**Question**

I run amorphous selenium on a fast chip calorimeter: cool from the liquid at rate $q$, reheat, and extract the limiting fictive temperature $T_f'$. Papers plot $\ln|q|$ against $1/T_f'$, call the slope $-h/R$, and quote a fragility $m$ from it. But the Tool-Narayanaswamy-Moynihan (TNM) model also has a nonlinearity parameter $x$ and a stretching exponent $\beta$. Why should the slope not depend on them? Is the relation exact, and may I use $dT_f'/d\log_{10}|q| = T_f'/m$ over four decades of rate?

**Answer**

The relation is the leading term of an expansion in $\epsilon = RT_f'/h$:

$$\frac{d\ln|q|}{d(1/T_f')} = -\frac{h}{R}\left[1 + 2\epsilon + c_1(x,\beta)\,\epsilon^2 + \dots\right].$$

The parameters $x$ and $\beta$ fix the intercept of the plot and reach the slope only at order $\epsilon^2$. The per-decade form holds with $m$ evaluated at the $T_f'$ of the run in question. The leading relation is the one made standard by Moynihan and co-workers in 1976.

## 1. Premises

1. One fictive temperature $T_f$ describes the structural part of the enthalpy, and that part is linear in $T_f$ over the transition range (constant heat-capacity step).
2. The relaxation time is
$$\tau(T,T_f) = A\exp\left[\frac{x\,h}{RT} + \frac{(1-x)\,h}{RT_f}\right],\qquad 0 < x\le 1, \tag{1}$$
with $h$ in J/mol and $A$ in s. In equilibrium, $T_f=T$ and $\tau_{eq}(T)=A\,e^{h/RT}$.
3. In the reduced time $\xi(t)=\int_0^t dt'/\tau$, temperature steps superpose linearly with the kernel $\phi(\xi)=\exp(-\xi^\beta)$, $0<\beta\le1$.
4. $A,h,x,\beta$ are constants.
5. The sample starts in equilibrium at $T_0$ far above the transition and cools as $T=T_0-|q|t$, with $q=dT/dt<0$ constant, to far below it.

By premise 3 a step $dT'$ made at time $t'$ has contributed $dT'\,[1-\phi(\xi(t)-\xi(t'))]$ to $T_f(t)$. The terms $dT'$ alone sum to $T-T_0$, so, labelling the history by its temperature,

$$T_f(T) = T + \int_T^{T_0}\phi\big(\xi(T)-\xi(T')\big)\,dT',\qquad d\xi = -\frac{dT}{|q|\,\tau(T,T_f)}. \tag{2}$$

$T_f'$ is the value at which $T_f$ levels off at low $T$.

## 2. Exact scaling

Near a temperature $T$, $\tau_{eq}$ changes by a factor $e$ over the interval $RT^2/h$, which the ramp crosses in a time $RT^2/(h|q|)$. Define $T_*$ as the temperature at which this time equals $\tau_{eq}$:

$$|q|\,\tau_{eq}(T_*)\,\frac{h}{RT_*^2}=1. \tag{3}$$

The left side falls monotonically from infinity to zero as $T_*$ rises, so $T_*$ is unique. Put $\epsilon_*=RT_*/h$ and measure temperatures downward from $T_*$ in units of $RT_*^2/h=\epsilon_*T_*$:

$$T=T_*(1-\epsilon_* s),\qquad T_f=T_*(1-\epsilon_* y).$$

Then
$$\frac{h}{RT}-\frac{h}{RT_*}=\frac{1}{\epsilon_*}\left[\frac{1}{1-\epsilon_* s}-1\right]=\frac{s}{1-\epsilon_* s},$$
and likewise for $T_f$ with $y$. Also $-dT/|q| = \epsilon_*T_*\,ds/|q|=\tau_{eq}(T_*)\,ds$ by (3). The factor $\tau_{eq}(T_*)$ cancels in $d\xi$, and (2) becomes, with no approximation,

$$y(s)=s-\int_{s_0}^{s}\phi\big(\xi(s)-\xi(s')\big)\,ds',\qquad \frac{d\xi}{ds}=\exp\left[-\frac{x\,s}{1-\epsilon_* s}-\frac{(1-x)\,y}{1-\epsilon_* y}\right], \tag{4}$$

where $s_0<0$ corresponds to $T_0$. The system is causal: $y(s)$ follows from earlier values, so the equilibrium start fixes the solution. The rate and the prefactor $A$ enter only through $\epsilon_*$ and $s_0$.

## 3. The leading-order problem has a finite limit

Set $\epsilon_*=0$ and $s_0\to-\infty$:

$$y(s)=s-\int_{-\infty}^{s}\phi\big(\xi(s)-\xi(s')\big)\,ds',\qquad \frac{d\xi}{ds}=e^{-xs-(1-x)y}. \tag{5}$$

Only $x$ and $\beta$ remain. The argument needs $y$ to tend to a finite limit, which takes four steps.

*$y$ never decreases.* For $0<\beta\le1$ the kernel is completely monotone, so by Bernstein's theorem it is an average of exponentials $e^{-k\xi}$ with non-negative weights. Let $y_k$ be the first expression in (5) with the kernel $e^{-k\xi}$. Differentiating, the boundary term cancels the 1 from $ds/ds$ and leaves $dy_k/ds=k\,(d\xi/ds)(s-y_k)\ge0$. The average $y$ inherits the sign. Also $y\le s$, because $\phi\ge0$.

*Late times.* For $s>0$, $y\ge y(0)$, so $d\xi/ds\le e^{-(1-x)y(0)}e^{-xs}$. For $x>0$ the total reduced time converges, and the reduced time still to come, $w(s)=\xi(\infty)-\xi(s)$, obeys $w\le e^{-(1-x)y(0)}e^{-xs}/x$. With $\Phi(s)=\exp(-w^\beta)$ this gives $1-\Phi\le w^\beta$, bounded by a multiple of $e^{-x\beta s}$.

*Early times.* Since $y\le s$, $xs+(1-x)y\le s$, so $d\xi/ds\ge e^{-s}$, $w\ge e^{-s}$ and $\Phi\le\exp(-e^{-\beta s})$. This decays as a double exponential, which is why $s_0$ may be sent to $-\infty$ and $T_0$ drops out.

*The limit.* For $s>0$ write (5) as $y=\int_0^s(1-\phi)\,ds'-\int_{-\infty}^0\phi\,ds'$. In the first integral $1-\phi\le1-\Phi(s')$, and in the second $\phi$ is at most its value for $s=0$; both bounds are integrable. Dominated convergence and an integration by parts give

$$y_\infty=\int_0^\infty(1-\Phi)\,ds-\int_{-\infty}^0\Phi\,ds=\int s\,d\Phi(s). \tag{6}$$

$\Phi$ rises from 0 to 1, so it is a cumulative distribution: $T_f'$ is the mean temperature at which the structure was frozen. The weight falls off at least as fast as $e^{-x\beta s}$ on the cold side and much faster on the hot side. For $x=0$ the late-time bound fails: $\tau$ then depends on $T_f$ alone, and $T_f$ keeps creeping down along the ramp.

## 4. The slope

Over the range of $s$ that carries the weight, the exponent in (4) is a smooth function of $\epsilon_*$, namely $x(s+\epsilon_*s^2+\dots)+(1-x)(y+\epsilon_*y^2+\dots)$. The limit therefore has the asymptotic expansion $y_\infty=Y_0(x,\beta)+\epsilon_*Y_1(x,\beta)+\dots$, which is differentiated term by term below on the strength of this smoothness. Define the freezing number

$$C=|q|\,\tau_{eq}(T_f')\,\frac{h}{RT_f'^2}. \tag{7}$$

Divide (7) by (3), with $T_f'=T_*(1-\epsilon_*y_\infty)$:

$$\ln C=\frac{y_\infty}{1-\epsilon_*y_\infty}-2\ln(1-\epsilon_*y_\infty)=Y_0+c_1\epsilon+O(\epsilon^2),\qquad c_1=Y_1+Y_0^2+2Y_0. \tag{8}$$

Here $\epsilon_*$ was replaced by $\epsilon=RT_f'/h=\epsilon_*(1-\epsilon_*y_\infty)$, which changes only the $O(\epsilon^2)$ term. Solve (7) for the rate, with $u=1/T_f'$ and $\epsilon=R/(hu)$:

$$\ln|q|=-\frac{h}{R}u-2\ln u+Y_0+c_1\frac{R}{hu}-\ln\frac{Ah}{R}+\dots \tag{9}$$

(logarithms of SI numerical values). Differentiate. The constants drop out, $-2/u=-(h/R)\,2\epsilon$, and $-c_1R/(hu^2)=-(h/R)\,c_1\epsilon^2$:

$$\boxed{\frac{d\ln|q|}{d(1/T_f')}=-\frac hR\left[1+2\epsilon+c_1(x,\beta)\,\epsilon^2+O(\epsilon^3)\right]} \tag{10}$$

This answers the first question. Every cooling run is, to leading order, the same scaled history (5) displaced along the temperature axis. Nonlinearity and stretching decide where in that history $T_f$ stops, which is the number $Y_0$, and a constant has no derivative. The displacement is set by $T_*$, and (3) contains only the equilibrium time.

The $2\epsilon$ term is also free of $x$ and $\beta$. It comes from the width $RT^2/h$ growing with $T$. For a hyperbolic program $d(1/T)/dt=r$, the local rate is $|q|=rT^2$, the $T^2$ in (7) cancels, and $d\ln r/d(1/T_f')=-(h/R)[1+O(\epsilon^2)]$.

## 5. Per decade, and which $m$

Define the steepness index of the equilibrium time at the temperature $T_f'$:

$$m=\left.\frac{d\log_{10}\tau_{eq}}{d(T_f'/T)}\right|_{T=T_f'}=\frac{h}{R\,T_f'\ln10}=\frac{1}{\epsilon\ln10}.$$

With $d(1/T_f')=-dT_f'/T_f'^2$ and $d\ln|q|=\ln10\;d\log_{10}|q|$, (10) gives $dT_f'/d\log_{10}|q|=\ln 10\,RT_f'^2/[h(1+2\epsilon)]=T_f'/[m(1+2\epsilon)]$ up to a relative $O(\epsilon^2)$. Since $2\epsilon m=2/\ln10$,

$$\frac{dT_f'}{d\log_{10}|q|}=\frac{T_f'}{m+2/\ln10}\approx\frac{T_f'}{m},\qquad \frac{2}{\ln10}=0.869. \tag{11}$$

The conventional fragility $m_g$ is this index at the $T_g$ where $\tau_{eq}=100$ s. Under (1), $m=m_gT_g/T_f'$, so the leading slope is $T_f'^2/(m_gT_g)$ and coincides with $T_f'/m_g$ only at $T_f'=T_g$.

## 6. Where $x$ and $\beta$ go

**Linear case, $x=1$.** At $\epsilon_*=0$, $w=e^{-s}$ and $\Phi=\exp(-e^{-\beta s})$, a Gumbel distribution with mean $\gamma/\beta$ and variance $\pi^2/6\beta^2$, where $\gamma$ is Euler's constant. So $Y_0=\gamma/\beta$, and a single exponential freezes at $C=e^\gamma=1.78$. The early-time bound of section 3 holds at every $s$ and says that $\Phi$ for any $x$ lies below this distribution, so $Y_0(x,\beta)\ge\gamma/\beta$: nonlinearity can only lower $T_f'$ at a given rate.

At first order,
$$w=\int_s^\infty e^{-s'}(1-\epsilon_*s'^2)\,ds'=e^{-s}\left[1-\epsilon_*(s^2+2s+2)\right].$$
The variable $v=-\ln w$ is exactly Gumbel-distributed, because $\Phi=\exp(-e^{-\beta v})$. Inverting, $s=v-\epsilon_*(v^2+2v+2)$, and (6) gives $Y_1=-\langle v^2\rangle-2\langle v\rangle-2$ with $\langle v\rangle=Y_0$ and $\langle v^2\rangle=Y_0^2+\pi^2/6\beta^2$. In (8) the terms in $Y_0$ cancel:

$$c_1(1,\beta)=-2-\frac{\pi^2}{6\beta^2}. \tag{12}$$

**Weak nonlinearity, $\beta=1$.** The single-exponential equation of section 3 with $k=1$ and $\delta=1-x$ reads $dy/ds=(s-y)\,e^{-s}e^{\delta(s-y)}$. At $\delta=0$ the lag is $d_0=s-y_0=\int_{-\infty}^s\exp(e^{-s}-e^{-s'})\,ds'=e^{w}E_1(w)$, with $w=e^{-s}$ and $E_1(w)=\int_w^\infty e^{-z}dz/z$. Writing $y=y_0+\delta\,y_1$ gives $dy_1/ds=-e^{-s}y_1+d_0^2e^{-s}$. A source at $s$ survives to infinity with the factor $e^{-w}$, and $e^{-s}ds=-dw$, so
$$y_1(\infty)=\int_0^\infty e^{w}E_1(w)^2\,dw=2\int_0^\infty\frac{1-e^{-w}}{w}E_1(w)\,dw=2\int_0^1\frac{\ln(1+a)}{a}\,da=\frac{\pi^2}{6}.$$
The second form is an integration by parts with antiderivative $e^w-1$. The third uses $(1-e^{-w})/w=\int_0^1e^{-aw}da$ and $\int_0^\infty e^{-aw}E_1\,dw=\ln(1+a)/a$. Hence $Y_0=\gamma+(1-x)\,\pi^2/6+O((1-x)^2)$: the intercept is sensitive to $x$.

For general $x$ there is no closed form of $c_1$ here. The perturbation is of size $\epsilon_*s^2$ and the cold tail reaches $s\sim1/(x\beta)$, so $(\epsilon/x\beta)^2$ serves as an order-of-magnitude estimate of the relative term $|c_1|\epsilon^2$.

## 7. A curved equilibrium law

Premise 2 makes $\tau_{eq}$ Arrhenius, which fragile liquids are not over many decades. One extension needs no new work. Replace (1) by $\ln(\tau/\tau_\infty)=xB/(T-T_V)+(1-x)B/(T_f-T_V)$, whose equilibrium limit is the Vogel-Fulcher-Tammann (VFT) law. Equation (2) is unchanged by a common shift of $T$, $T_f$ and $T_0$, so everything above holds with $T\to D=T-T_V$, $h/R\to B$ and $\epsilon\to\eta=D/B=1/\ln(\tau_{eq}/\tau_\infty)$, taken at $T_f'$. Then $dT_f'/d\log_{10}|q|=\ln10\,D^2/[B(1+2\eta)]$. The steepness index is now $m=BT_f'/(D^2\ln10)$, so

$$\frac{dT_f'}{d\log_{10}|q|}=\frac{T_f'}{m(T_f')\,(1+2\eta)}. \tag{13}$$

The rule survives as a local one. The correction is larger than in (11) because a physical $\tau_\infty$ lies only some 16 decades below 100 s, whereas under (1) $\log_{10}(\tau_{eq}/A)=m$.

## 8. Range of validity

- $\epsilon\ll1$ (or $\eta\ll1$) for the leading term; $(\epsilon/x\beta)^2\ll1$ for independence of $x$ and $\beta$; $x>0$.
- Constant $x$ and $\beta$. If they drift with temperature, $Y_0$ in (9) drifts and adds to the slope.
- The ramp starts several widths $RT^2/h$ above $T_f'$ and ends many lengths $RT^2/(hx\beta)$ below it, with no dwell in between.
- The rate is constant through the transition: $|d\ln|q|/dT|\ll h/RT^2$.
- No crystallisation, and no second relaxation channel outside premises 1 to 3.
- The temperature is that of the sample. A steady lag $|q|\tau_{lag}$ leaves the sample's cooling rate unchanged, so it does not alter the glass, but it shifts a $T_f'$ read on the cooling trace. Enthalpy matching on a reheating scan at one fixed rate turns the lag into a common offset, which cancels from $dT_f'/d\log_{10}|q|$.

## 9. Numbers for selenium

Inputs, typical of bulk selenium at ordinary scanning rates and used only as illustration: $h/R\approx4.3\times10^4$ K ($h=358$ kJ/mol), $x\approx0.5$, $\beta\approx0.65$, and $T_f'\approx310$ K at $|q_0|=1/6$ K/s (10 K/min).

At this anchor $\epsilon=7.21\times10^{-3}$, $m=60.2$, $T_f'/m=5.15$ K per decade, and (11) gives 5.07 K per decade. The $2\epsilon$ term is 1.4 %. For $x=1$, (12) gives $c_1=-5.89$ and $|c_1|\epsilon^2=3.1\times10^{-4}$; for $x=0.5$ the estimate $(\epsilon/x\beta)^2$ is $4.9\times10^{-4}$. The width $RT^2/h$ is 2.23 K and is crossed in 13.4 s, so for $x=1$, with $C\approx e^{\gamma/\beta}=2.43$, $\tau_{eq}(T_f')=33$ s; to leading order in $\epsilon$ this is a lower bound for $x<1$. The cold-side length $RT^2/(hx\beta)$ is 6.9 K, so stopping at room temperature is not enough and the ramp should run several tens of kelvin lower.

Taking the difference of (9) between a run and the anchor removes $A$ and $Y_0$:

$$\ln\frac{|q|}{|q_0|}=\frac hR\left(\frac1{310\ \mathrm K}-\frac1{T_f'}\right)+2\ln\frac{T_f'}{310\ \mathrm K}.$$

For the VFT variant take $\tau_{eq}/\tau_\infty=10^{16}$ at 310 K (100 s over an assumed $10^{-14}$ s) and the same $m$ there. Then $B/D=16\ln10$ and $B/D^2=h/RT^2$ give $D=82.3$ K, $T_V=227.7$ K and $B=3033$ K, and the same equation holds with $T\to D$, $h/R\to B$. Slopes are in K per decade.

| Rate (K/s) | $T_f'$ (K), leading | slope | $T_f'$ (K), with $2\epsilon$ | slope | $T_f'$ (K), VFT | slope |
|---|---|---|---|---|---|---|
| 1/6 | 310 | 5.15 | 310 | 5.07 | 310 | 4.9 |
| 10 | 319.4 | 5.46 | 319.3 | 5.38 | 320 | 6.1 |
| 1000 | 330.7 | 5.86 | 330.4 | 5.76 | 334 | 7.9 |

In the Arrhenius model the index has fallen to $m=56.5$ at 1000 K/s. In the VFT model it has fallen to 39, so $T_f'/m=8.5$ K per decade, and $2\eta$ has grown from 5.4 % to 7.0 %. The next term there is 0.7 % for $x=1$ and is estimated at 1.2 % for $x=0.5$; for $x=1$ it moves $T_f'$ by about 0.2 K, hence the fewer figures in those columns.

Two other effects deserve a size. An assumed drift of $\beta$ from 0.65 to 0.75 across the table would lower $\gamma/\beta$ by 0.12 against $\ln6000=8.70$, or 1.4 %, as large as the $2\epsilon$ term. A typical chip lag of 1 ms at 1000 K/s is 1 K, and its derivative, $\ln10\,|q|\tau_{lag}=2.3$ K per decade, is 40 % of the Arrhenius slope, so it must be corrected or cancelled.

All these are numbers of the models. Supercooled selenium is typically non-Arrhenius, and at 1000 K/s the constant-$h$ slope lies a little over a quarter below the VFT one, so a single $h$ taken from slow scans is expected to give too small a slope at the fast end. Fragilities typically quoted for selenium run from about 60 to about 90, so near 310 K the slope may be up to a third smaller than tabulated, 3.4 K per decade for $m=90$.

For contrast, take silica, the glass of gate and isolation oxides, which is close to Arrhenius, with typical $T_g\approx1470$ K and $m\approx20$. For a layer first brought to equilibrium above the transition, the model gives $T_f'/m=73.5$ K per decade and 70.4 K per decade from (11). The $2\epsilon$ term is 4.3 % and $\epsilon^2=4.7\times10^{-4}$. A strong glass satisfies premise 2 well and needs the $2\epsilon$ term; a fragile one such as selenium has a small $\epsilon$ and needs a local $m$.

Over four decades, then, use (13) or fit its integrated form: $T_f'/m$ is the model's slope at each rate to within $2\epsilon$ or $2\eta$, provided $m$ is the steepness of $\tau_{eq}$ at that run's $T_f'$.